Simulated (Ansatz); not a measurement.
Method: Ansatz 0.2.0, DFT PBE, scalar-relativistic, plane waves, PAW. All cells share a 420 eV cutoff and Γ-centred k meshes spaced at most about 0.3 Å⁻¹ (about 0.25 or finer for metals, 2π included). No spin polarisation in the final relaxations.

All energies are static (0 K, no zero-point motion).

Two forms of SiGe3 were relaxed alike.

A.

```cif
data_structure
_symmetry_space_group_name_H-M 'P-6m2'
_symmetry_Int_Tables_number 187
_cell_length_a 2.9554
_cell_length_b 2.9554
_cell_length_c 9.6434
_cell_angle_alpha 90.000
_cell_angle_beta 90.000
_cell_angle_gamma 120.000
_cell_volume 72.95
loop_
_atom_site_label
_atom_site_type_symbol
_atom_site_symmetry_multiplicity
_atom_site_Wyckoff_symbol
_atom_site_fract_x
_atom_site_fract_y
_atom_site_fract_z
_atom_site_occupancy
Si1 Si 1 a 0.00000 0.00000 0.00000 1
Ge1 Ge 2 h 0.33333 0.66667 0.23657 1
Ge2 Ge 1 b 0.00000 0.00000 0.50000 1
```

B.

```cif
data_structure
_symmetry_space_group_name_H-M 'P6/mmm'
_symmetry_Int_Tables_number 191
_cell_length_a 2.8285
_cell_length_b 2.8285
_cell_length_c 10.5560
_cell_angle_alpha 90.000
_cell_angle_beta 90.000
_cell_angle_gamma 120.000
_cell_volume 73.14
loop_
_atom_site_label
_atom_site_type_symbol
_atom_site_symmetry_multiplicity
_atom_site_Wyckoff_symbol
_atom_site_fract_x
_atom_site_fract_y
_atom_site_fract_z
_atom_site_occupancy
Si1 Si 1 a 0.00000 0.00000 0.00000 1
Ge1 Ge 2 e 0.00000 0.00000 0.24353 1
Ge2 Ge 1 b 0.00000 0.00000 0.50000 1
```

**Question.** Which form is favoured at zero pressure, and by what margin per atom?

**Answer.** B is lower, by 119 meV/atom. A has Si and Ge ordered on hcp sites, space group P-6m2 (No. 187), 18.2 Å³/atom and no gap on its mesh; B has space group P6/mmm (No. 191), 18.3 Å³/atom and no gap. Counting Ge atoms around Si (those within 1.25 times the shortest such distance or 1.15 times the sum of covalent radii; the shortest distance is added where it is long for a bond), A has Si 6 from 2.8 Å and B has Si 2. Even the lower one lies +0.30 eV/atom against the reference forms of the elements (uncorrected), so neither is stable at this level. In A, around Si lie 6 Ge at 2.85 Å and 6 Si at 2.96 Å; Ge on a site of symmetry 3m has 3 Si at 2.85 Å and 9 Ge at 2.96–3.06 Å; around Ge on a site of symmetry -6m2 lie 12 Ge at 2.96–3.06 Å. In B, around Si lie 2 Ge at 2.57 Å and 6 Si at 2.83 Å; Ge on a site of symmetry 6mm has 1 Si at 2.57 Å and 7 Ge at 2.71–2.83 Å; Ge on a site of symmetry 6/mmm is surrounded by 8 Ge at 2.71–2.83 Å. Both come from invented guesses.

Cells relaxed within their symmetry can be saddle points.

The simple-hexagonal stacking in B is favoured over the close-packed arrangement in A, although the two have nearly the same volume per atom, so packing density hardly separates them. The likelier reason is bonding. Group 14 atoms with four valence electrons gain more from a few short, directional contacts than from many equal, long ones, and B keeps shorter Si–Ge and Ge–Ge contacts along its axis. Even these Si–Ge contacts, at 2.57 Å, are stretched relative to a normal tetrahedral bond, which suggests delocalised, partly metallic bonding and fits the absence of a gap.

The positive energy against the elements mainly reflects the loss of tetrahedral sp³ bonding, and is not evidence that Si and Ge resist mixing: at ambient pressure they form a continuous diamond-type solid solution. Both structure types are instead familiar from the compressed elements. With so small a volume difference, modest pressure would probably do little to reverse the order found here.
